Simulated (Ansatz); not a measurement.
How methods differ on [PO3]− (metaphosphate (po31-) (8ci,9ci))

[PO3]−: 4 atoms, total charge -1, spin state singlet. As SMILES, `O=P(=O)[O-]`. The coordinates come from a GFN2-xTB relaxation.

```xyz
4

O     0.5800   -0.4194   -1.2974
P     0.0003    0.0005   -0.0001
O    -1.0570    1.0378    0.0380
O     0.4767   -0.6188    1.2595
```

Each level gives the energy change with the O1–P2 bond stretched from 1.482 to 1.852 Å (eV). The values are calculated.

| level | kind | program | value (eV) | less FCI/STO-3G |
| --- | --- | --- | --- | --- |
| SVWN5/STO-3G (restricted) | LDA | Ansatz | 0.39 | +0.30 |
| PBE/STO-3G (restricted) | GGA | Ansatz | 0.12 | +0.03 |
| B3LYP/STO-3G (restricted) | global hybrid | Ansatz | 0.30 | +0.21 |
| HSE06/STO-3G (restricted) | range-separated hybrid | Ansatz | 0.46 | +0.37 |
| B2PLYP/STO-3G (restricted) | double hybrid | Ansatz | 0.37 | +0.28 |
| RPA@PBE/STO-3G (restricted) | RPA | Ansatz | -0.18 | -0.27 |
| MP2/STO-3G (restricted) | perturbation theory | Ansatz | 0.50 | +0.41 |
| CCSDT(Q)/STO-3G (restricted) | coupled cluster or CI | Ansatz | 0.07 | -0.02 |
| FCI/STO-3G | exact in the basis | Ansatz | 0.09 | 0.00 |

FCI/STO-3G is exact within its basis and frozen core, so for wave-function methods in that basis the difference is their error; functionals converge differently with the basis, so for them it is only a difference. Sets without diffuse functions describe the anion poorly. The first shape isn't each level's own minimum. The values span -0.18 to 0.50 eV. All rows use very small basis sets, so none should be taken for the real molecule's value.

Lengthening one P–O bond from 1.482 to 1.852 Å costs only 0.09 eV at the FCI level, and RPA even places the stretched structure lower. This contradicts the known strength and stiffness of the short P–O bonds in metaphosphate. The likely cause is the minimal basis, which has no d polarisation functions on phosphorus. These functions aren't needed as valence orbitals, but they let the density polarise into the strongly polar P–O bonds and support back-donation from the oxygen lone pairs. Without them the compact geometry is underbound, and the minimum probably shifts to a longer bond, so that the two points may lie on either side of it.

Within this distorted potential, MP2 overestimates the cost by 0.41 eV while CCSDT(Q) nearly matches FCI, which suggests that correlation beyond second order favours the stretched structure. PBE's closeness to FCI doesn't show that it describes the real bond well. Two points on the curve fix neither a force constant nor a dissociation energy.
